**Electric-quadrupole lines inside 4f² of Au³¹⁺: where the core-polarisation factor breaks**

Why does the closed core weaken almost every quadrupole line within 4f² by the same fraction, when the lines differ enormously in strength, and why do a few lines escape the rule? The rates span 13 decades and the elements a factor of about 330, while core polarisation removes about 9% of an element and 17% of a rate. A single radial integral, $\langle r^2\rangle \approx 0.17\,a_0^2$, sets the scale of the elements.

Electric-quadrupole lines of Au31+ (two electrons outside a closed [Kr] 4d10 core), computed with B-spline many-body code 1 by CI+MBPT in the frozen-core Dirac-Hartree-Fock potential, with screened core-valence correlation, Breit and QED. Elements are in length form; core polarisation is static RPA and is included in the rates. The nuclear rms radius is 5.4371 fm.

```csv
upper,lower,reduced element (a.u.),without core polarisation (a.u.),wavelength (nm),rate (s⁻¹)
4f2 3F2,4f2 3H4,0.1606,0.1773,439.4,0.003528
4f2 3H5,4f2 3H4,0.07137,0.07848,238.9,0.006658
4f2 1G4,4f2 3H4,0.06262,0.06876,178.4,0.02700
4f2 3F3,4f2 3H4,0.04920,0.05404,176.5,0.02262
4f2 3H6,4f2 3H4,0.03027,0.03319,135.5,0.01728
4f2 1D2,4f2 3H4,0.01141,0.01266,107.7,0.02012
4f2 3F4,4f2 3H4,0.003646,0.004011,96.66,0.001961
4f2 1I6,4f2 3H4,0.03759,0.04118,84.08,0.2897
4f2 3P2,4f2 3H4,0.0006274,0.0006924,69.19,0.0005561
4f2 1G4,4f2 3F2,0.03091,0.03383,300.4,0.0004864
4f2 3F3,4f2 3F2,0.01737,0.01916,295.0,0.0002161
4f2 3P0,4f2 3F2,0.1316,0.1452,154.5,2.202
4f2 1D2,4f2 3F2,0.05339,0.05871,142.6,0.1081
4f2 3F4,4f2 3F2,0.007087,0.007745,123.9,0.002139
4f2 3P1,4f2 3F2,0.08753,0.09632,113.9,1.493
4f2 3P2,4f2 3F2,0.01667,0.01826,82.12,0.1667
4f2 1S0,4f2 3F2,0.02329,0.02574,49.19,21.09
4f2 1G4,4f2 3H5,0.01517,0.01626,704.2,1.654e-06
4f2 3F3,4f2 3H5,0.1707,0.1882,675.4,0.0003319
4f2 3H6,4f2 3H5,0.06356,0.07023,313.0,0.001159
4f2 3F4,4f2 3H5,0.05441,0.05980,162.3,0.03269
4f2 1I6,4f2 3H5,0.02947,0.03202,129.7,0.02035
4f2 3F3,4f2 1G4,0.04410,0.04831,16480,2.556e-12
4f2 3H6,4f2 1G4,0.1533,0.1687,563.4,0.0003568
4f2 1D2,4f2 1G4,0.2049,0.2257,271.7,0.06353
4f2 3F4,4f2 1G4,0.06671,0.07328,210.9,0.01326
4f2 1I6,4f2 1G4,0.02794,0.03089,159.0,0.006609
4f2 3P2,4f2 1G4,0.01959,0.02174,113.0,0.04664
4f2 1D2,4f2 3F3,0.08697,0.09570,276.2,0.01053
4f2 3F4,4f2 3F3,0.01646,0.01811,213.7,0.0007564
4f2 3P1,4f2 3F3,0.1635,0.1802,185.5,0.4540
4f2 3P2,4f2 3F3,0.08345,0.09171,113.8,0.8176
4f2 3F4,4f2 3H6,0.1046,0.1152,337.2,0.003120
4f2 1I6,4f2 3H6,0.08577,0.09460,221.6,0.01186
4f2 1D2,4f2 3P0,0.05546,0.06104,1860,3.095e-07
4f2 3P2,4f2 3P0,0.05815,0.06399,175.3,0.04579
```

The reduced element $M$ is the magnitude of the reduced matrix element of $r^2C^{(2)}$ between CI+MBPT states, with static RPA. $M_0$ is the column without core polarisation, $\lambda$ the wavelength and $A$ the rate. The term names are leading components only: the same run gives LS purities of 0.46 for 1G4 and 1D2, so singlet–triplet selection rules say little about their rows.

**Rates**

In atomic units $A = k^5M^2/[15(2J+1)]$, with $k = 2\pi/\lambda$ and $J$ the angular momentum of the upper level. All 36 rows obey this within rounding, which tests nothing, because the code computes rates this way. It does sort the spread: $\lambda^{-5}$ spans 12.6 decades and $M^2$ spans 5.0. The fastest line in the table, 1S0–3F2, ranks only 27th by element and wins on its 49 nm wavelength. The table is the first part of a longer list: the decays of 1S0 to 1D2 and 3P2, for example, are not in it and could be faster, and the rates from an upper level should not be summed to a total.

The fifth power makes rates fragile where levels are close. The 3F3–1G4 gap is 0.151 eV in CI and 0.075 eV in CI+MBPT, a factor of 33 in $\lambda^{-5}$, so the wavelength and rate of that row are not quantitative. Over all rows the median factor is 1.20. These are also partial rates: magnetic-dipole decay on 3H5–3H4 is $2.5\times10^5$ times faster in the same run. For 3F2 and 3P0 no lower level is reachable by M1, and E2 sets lifetimes near 280 s and 0.45 s, without hyperfine mixing. The CI gap would raise the 3F2 rate by 30%.

**Why the ratio is smooth**

The ratio $\rho = M/M_0$ has median 0.9088, and 31 of 36 rows lie within 0.005 of it. The argument from theory runs as follows. The field polarises the closed shells, and the induced core quadrupole opposes the applied field at the 4f electron. Inside 4f² the operator has only three one-electron elements, $5/2$–$5/2$, $5/2$–$7/2$ and $7/2$–$7/2$. Without relativity they share one radial integral and one screening factor, and every row, being a linear combination of the three, would inherit that factor exactly. Static RPA carries no photon energy, so the absence of a trend with energy (rank correlation $-0.02$) is built in. The approximation is reasonable because the photons stay near or below 25 eV, well under the excitation energies of so compact a core.

The picture of one radial integral can be tested without knowing the mixing. Levels of equal $J$ are related to the pure jj states by a rotation, which conserves the sum of squares. For a level of $J$ = 1, 3 or 5, each unique in 4f², the sum over all levels of $J'$ is therefore

$$\sum M_0^2 = X_{JJ'}\,\langle r^2\rangle^2 ,$$

with $X_{JJ'}$ fixed by Racah algebra. The single line 3P1–3F3 has $X = 1.0667$, so $\langle r^2\rangle = 0.1802/\sqrt{1.0667} = 0.1745\,a_0^2$. The block 5↔4 has $X = 0.3307$, which predicts $0.3307\times0.1745^2 = 0.01007$. The table gives $0.07848^2 + 0.01626^2 + 0.05980^2 = 0.01000$, lower by 0.7% of the prediction, although the three elements differ by a factor near five. Nothing was fitted, and these three rows did not enter the value of $\langle r^2\rangle$. The output printed below lists all six complete blocks.

The implied $\langle r^2\rangle$ of the six blocks covers a range of 3.5% of its mean, so in these blocks the scatter of single elements is strength shared out by intermediate coupling. The remainder is well beyond rounding and has a pattern. The highest value, 0.1778, falls in block 3↔4, where a larger $7/2$ amplitude opposes a smaller $5/2$ one, and the lowest, 0.1716, in 5↔6, where the order is reversed. A 4f$_{7/2}$ orbital slightly more extended than 4f$_{5/2}$, as the Dirac equation gives, shifts them this way. A share from configurations outside 4f² was not tested.

**The breaks**

Five rows leave the band. The largest departures are 1G4–3H5, with $\rho = 0.933$, and 1I6–3H5, with 0.920, which lie 0.024 and 0.012 above the median against a rounding of 0.0006 or less. The first is 5.6 times the full width of the block ratios. Then 3P2–1G4 and 1D2–3H4 fall to 0.901, and 3F4–3F2 rises to 0.915.

Smallness favours a break (rank correlation $-0.50$ between departure and element) without forcing one: the two smallest elements, 3P2–3H4 and 3F4–3H4, have ordinary ratios of 0.906 and 0.909. They link a leading $(7/2)^2$ to a leading $(5/2)^2$, which a one-body operator cannot do, so they live on mixing and are sensitive to it. A small mixing coefficient scales $M$ and $M_0$ alike, so weakness from mixing need not move the ratio. It can do so where admixed paths with different factors oppose each other, and 3F4–3F2, of the same kind, is a break. The label is no promise of weakness either, since 3P2–3P0 is of the same kind and reaches 0.058.

In absolute terms the two big breaks are modest. The excess $M - 0.9088\,M_0$ is 0.0004 a.u. for both, no more than the $-0.0005$ of the strong line 3F2–3H4. An ordinary shift has landed on a small element, and the algebra suggests why these two rows receive it. Both connect leading $(5/2,7/2)$ states, where either electron can radiate. For $J$ = 5↔4 the angular amplitudes of the $5/2$ and $7/2$ electrons are $-0.922$ and $+0.934$, and for 5↔6 they are $+1.020$ and $-0.850$. They largely cancel, whereas in 3P1–3F3 and 3F3–3H5 they add, and both lines give 0.907.

Let the two screening factors differ by $\delta$. Opposed amplitudes $x$ and $y$ then leave an uncancelled shift $\tfrac12(|x|+|y|)\,\delta\,\langle r^2\rangle$, which for 5↔4 is $\tfrac12\times1.856\times0.1746\,\delta = 0.16\,\delta$, and 5↔6 gives the same. An excess of 0.0004 needs $\delta$ of a few thousandths, somewhat more once mixing dilutes the component. A difference of that order is natural for spin–orbit partners, and the table hints at it: $0.1606/0.1773 = 0.906$ for 3F2–3H4 (both $(5/2)^2$) against $0.1046/0.1152 = 0.908$ for 3F4–3H6 (carried by the $(7/2)^2$ components), a gap barely beyond rounding. The sign needs care for $J$ = 6. In the pure $(5/2,7/2)$ state the $5/2$ amplitude is the larger, so a larger $7/2$ factor would lower the ratio. The jj labels of this pair are only nominal, however: LS 3H6 is 6/7 $(7/2)^2$, spin–orbit coupling turns the lower level towards $(5/2,7/2)$, and the run's LS purity of 0.85 leaves 3H6 and 1I6 close to equal mixtures. In 1I6–3H5 the $j$-changing amplitude of the $(7/2)^2$ part outweighs the cancelled remainder and opposes it, so the ratio rises. In the partner 3H6–3H5 the two add and the ratio falls to $0.06356/0.07023 = 0.905$. Algebra and sizes fit both lines, and the sign fits 1I6–3H5. For 1G4–3H5, the largest break, the sign remains open: the pure $(5/2,7/2)$ amplitudes cancel almost completely, so most of the element comes from admixed $J$ = 4 components, whose relative phases were not determined. Since $\delta$ is also inferred from the lines and not read from the one-electron elements, cancellation is a plausible cause of both breaks but not an established one. For the three smaller breaks, all in 2↔4 lines, the same cause is a guess. The block ratios point to a third factor as well: 5↔4, almost wholly $j$-changing, gives 0.9102 against 0.9073 and 0.9070 for 1↔3 and 3↔5, which have no such part, so the $5/2$–$7/2$ element is screened slightly less than the diagonal ones, by an amount of the order of $\delta$.

**Neighbouring series**

At higher charge along the isoelectronic sequence the 4f orbital contracts and the elements shrink together. Spin–orbit coupling grows against exchange, so lines that change both electrons, such as 3P2–3P0, fade (3H6–3H4 should grow instead, because the lower $J$ = 6 level turns into $(5/2,7/2)$), while the line between the pure $(5/2,7/2)$ states of $J$ = 5 and 4 approaches the almost complete cancellation above and its ratio should depart further. At lower charge, where 5s and 5p approach 4f, the levels mix configurations with different radial integrals and different screening, so both the sum rule and the common factor should loosen. The M1 lines of the same levels behave differently: their operator $L+2S$ has no radial part in the non-relativistic limit, so the strong lines are of order one Bohr magneton and a closed core barely alters them.

Printed output of the fit:

```
rate from element, wavelength, J: worst error 0.17% (1I6-3H5), rows beyond rounding 0 of 36
span in decades: rate 12.9, wavelength^-5 12.6, element^2 5.0, 2J+1 1.1; element max/min 327
ratio with/without core polarisation: median 0.9088, min 0.9011, max 0.9330, quartiles 0.9066 0.9105
reduction of element 6.7-9.9%, median 9.1%; of rate, median 17.4%; rows within 0.005 of median 31
rank correlation of ratio with photon energy -0.02, of |ratio-median| with element -0.50
largest breaks: line, element, ratio, minus median, rounding, excess in a.u., jj pairs, purities
 1G4-3H5 0.01517 0.9330 +0.0242 0.0006 +0.00039 57-57 0.458 1
 1I6-3H5 0.02947 0.9204 +0.0116 0.0003 +0.00037 57-57 0.85 1
 3P2-1G4 0.01959 0.9011 -0.0077 0.0004 -0.00017 77-57 0.592 0.458
 1D2-3H4 0.01141 0.9013 -0.0075 0.0008 -0.00009 57-55 0.455 0.853
 3F4-3F2 0.00709 0.9150 +0.0063 0.0001 +0.00005 77-55 0.566 0.817
 1G4-3F2 0.03091 0.9137 +0.0049 0.0003 +0.00017 57-55 0.458 0.817
 1I6-1G4 0.02794 0.9045 -0.0043 0.0003 -0.00013 57-57 0.85 0.458
largest excess in a.u.: 3F2-3H4 -0.00052, 1G4-3H5 +0.00039, 1I6-3H5 +0.00037, 3P0-3F2 -0.00035, 3F3-3H5 -0.00033
leading jj changes 0 electron(s): 11 rows, element 0.01517-0.2049 (median 0.1046), ratio 0.9045-0.9330 (median 0.9078)
leading jj changes 1 electron(s): 18 rows, element 0.01141-0.1533 (median 0.0549), ratio 0.9011-0.9137 (median 0.9091)
leading jj changes 2 electron(s): 7 rows, element 0.00063-0.0582 (median 0.0167), ratio 0.9048-0.9150 (median 0.9090)
both change, element/ratio: 3H6-3H4 0.0303/0.912, 3F4-3H4 0.0036/0.909, 3P2-3H4 0.0006/0.906, 3F4-3F2 0.0071/0.915, 3P2-3F2 0.0167/0.913, 1S0-3F2 0.0233/0.905, 3P2-3P0 0.0582/0.909
complete blocks: J-J', lines, angular sum, j-changing share, 5/2 and 7/2 amplitudes, implied <r2> bare, dressed (a0^2), ratio, rounding
 1-3 1 1.0667 0.00 -0.664 -0.369 0.1745 0.1583 0.9073 0.0005
 3-5 1 1.1733 0.00 -0.696 -0.387 0.1737 0.1576 0.9070 0.0005
 3-2 3 0.5778 0.24 -0.090 +0.753 0.1762 0.1602 0.9093 0.0001
 3-4 3 0.1767 0.49 +0.569 -0.869 0.1778 0.1620 0.9114 0.0002
 5-4 3 0.3307 1.00 -0.922 +0.934 0.1739 0.1583 0.9102 0.0001
 5-6 2 0.2022 0.86 +1.020 -0.850 0.1716 0.1558 0.9077 0.0002
implied bare <r2>: mean 0.1746 a0^2, range 3.5%; block ratios 0.9070-0.9114, width 0.0043
largest row break / width of block ratios: 5.6; width over all rows 0.0319
rate factor if CI energies are used: median 1.20; 3F2-3H4 1.30; 3P0-3F2 1.25
 furthest from 1: 3F3-1G4 32.62, 1D2-1G4 1.55, 3H6-1G4 1.49, 1D2-3F3 1.44, 1I6-1G4 1.37
3F3-1G4 gap: CI 0.151 eV, CI+MBPT 0.075 eV
M1/E2 rate: 3H5-3H4 2.5e+05, 1I6-3H5 7.6e+04, 3F3-1G4 9.6e+08
E2 lifetimes: 3F2 283 s, 3P0 0.454 s; fastest line 1S0-3F2, element rank 27 of 36
```
